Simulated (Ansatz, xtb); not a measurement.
Relative energy of two isomers of C6H6BBr

Structure I is `BrC1=CBC=CC=C1`, a singlet and structure II is `Bc1ccc(Br)cc1`, a singlet. Both are isolated molecules in the gas phase, relaxed with PBE-D3(BJ)/def2-SVP; the shapes shown needn't be the lowest conformers.

I (Å):

```yaml
atoms:
  - { symbol: C, position_ang: [-0.3681, -1.3215, 0.8217] }
  - { symbol: C, position_ang: [-0.0332, -0.0118, 0.5256] }
  - { symbol: C, position_ang: [2.6247, -0.2875, 0.0408] }
  - { symbol: C, position_ang: [2.7899, -1.6472, 0.2484] }
  - { symbol: C, position_ang: [1.8111, -2.6172, 0.6179] }
  - { symbol: C, position_ang: [0.4535, -2.4907, 0.8659] }
  - { symbol: B, position_ang: [1.3431, 0.5459, 0.1523] }
  - { symbol: Br, position_ang: [-2.2160, -1.6909, 1.2494] }
  - { symbol: H, position_ang: [-0.8783, 0.6964, 0.5695] }
  - { symbol: H, position_ang: [1.4119, 1.7438, -0.0714] }
  - { symbol: H, position_ang: [3.5549, 0.2399, -0.2403] }
  - { symbol: H, position_ang: [3.8043, -2.0671, 0.1182] }
  - { symbol: H, position_ang: [2.1963, -3.6454, 0.7249] }
  - { symbol: H, position_ang: [-0.0718, -3.4199, 1.1353] }
```

II (Å):

```yaml
atoms:
  - { symbol: C, position_ang: [0.4714, -1.5323, 0.9881] }
  - { symbol: C, position_ang: [0.2269, -0.4451, 0.1060] }
  - { symbol: C, position_ang: [1.2496, 0.1427, -0.6452] }
  - { symbol: C, position_ang: [2.5568, -0.3620, -0.5193] }
  - { symbol: C, position_ang: [2.8485, -1.4367, 0.3408] }
  - { symbol: C, position_ang: [1.8079, -2.0067, 1.0809] }
  - { symbol: B, position_ang: [-0.6656, -2.1703, 1.8100] }
  - { symbol: Br, position_ang: [3.9572, 0.4238, -1.5315] }
  - { symbol: H, position_ang: [-0.4320, -3.1015, 2.5595] }
  - { symbol: H, position_ang: [-1.8035, -1.7466, 1.7141] }
  - { symbol: H, position_ang: [-0.7988, -0.0546, 0.0120] }
  - { symbol: H, position_ang: [1.0478, 0.9832, -1.3242] }
  - { symbol: H, position_ang: [3.8782, -1.8126, 0.4212] }
  - { symbol: H, position_ang: [2.0295, -2.8483, 1.7561] }
```

Quicker runs give these differences E(II) − E(I): GFN2-xTB −100.8 kJ/mol; HF/STO-3G −95.8 kJ/mol (at GFN2-xTB geometries); r2SCAN-D4/def2-SVP −36.7 kJ/mol (at GFN2-xTB geometries).

Problem. Estimate E(II) − E(I) at the level CCSD(T)/def2-SVP + ΔMP2/def2-TZVPP.

Solution. Calculated at CCSD(T)/def2-SVP + ΔMP2/def2-TZVPP: E(II) − E(I) = −46.5 kJ/mol, so structure II lies lower.

Level by level:

```
                             level             geometry  E(II) − E(I) (kJ/mol)  departure from the last row (kJ/mol)  job, with rough time for the two
                          GFN2-xTB             GFN2-xTB                  −100.8                                 −54.3              optimisation, 0.19 s
                         HF/STO-3G             GFN2-xTB                   −95.8                                 −49.3              single point, 0.56 s
                r2SCAN-D4/def2-SVP             GFN2-xTB                   −36.7                                  +9.8               single point, 5.1 s
               PBE-D3(BJ)/def2-SVP  PBE-D3(BJ)/def2-SVP                   −31.7                                 +14.9                optimisation, 17 s
                       HF/def2-SVP  PBE-D3(BJ)/def2-SVP                   −69.5                                 −22.9           part of the CCSD(T) run
                      MP2/def2-SVP  PBE-D3(BJ)/def2-SVP                   −53.7                                  −7.2           part of the CCSD(T) run
                  CCSD(T)/def2-SVP  PBE-D3(BJ)/def2-SVP                   −44.5                                  +2.1                      single point
CCSD(T)/def2-SVP + ΔMP2/def2-TZVPP  PBE-D3(BJ)/def2-SVP                   −46.5                                                   single point, 2.7 min
```

As drawn, II has 6 C∷C, 1 B–H in place of 3 C=C, 1 C–B, 2 C–C, 1 C–H (∷ is an aromatic bond). Structure I has a 7-membered ring, II a 6-membered ring (with an aromatic ring).

None of the levels shown reverses the order. The largest departure from CCSD(T)/def2-SVP + ΔMP2/def2-TZVPP is that of GFN2-xTB, 54.3 kJ/mol. The last row adds to CCSD(T) the change of the MP2 difference between the two basis sets, here −2.1 kJ/mol.

With thermal terms from frequencies at re-optimised GFN2-xTB minima (ideal gas, soft modes damped towards free rotors, one conformer each, 298.15 K, 1 atm): on the last row, ΔE + ΔZPE = −51.4, ΔH = −51.0, ΔG = −49.4 kJ/mol.

The correlated steps freeze 16 core orbitals; the filled d shell of Br is correlated, in a basis made for valence electrons. Run with Ansatz 0.2.0, xtb 6.7.1; the last row on 4 threads of Arm Neoverse V1 on a shared host.

The bromophenylborane lies below the bromoborepin by 46.5 kJ/mol, and thermal terms barely alter that preference. Its main source is the benzene ring, whose aromatic stabilisation outweighs the exchange of a ring C–B bond for B–H. The borepin is no ordinary triene, however: its ring is essentially planar with only modest C–C alternation, as expected when six π electrons delocalise into boron's empty p orbital. This probably keeps the gap moderate.

The pair is isoelectronic in its π framework with the benzyl and tropylium cations, where the seven-membered ring is the more stable. The reversal here fits boron's lower electronegativity, which makes its p orbital a poorer partner in cyclic delocalisation than that of a cationic carbon.

At a common geometry and basis, the preference falls from −69.5 kJ/mol with HF to −44.5 kJ/mol with CCSD(T), so correlation favours the borepin, probably through its low-lying π* levels. The energies establish no barrier to ring contraction, nor the order after B–H–B dimerisation.
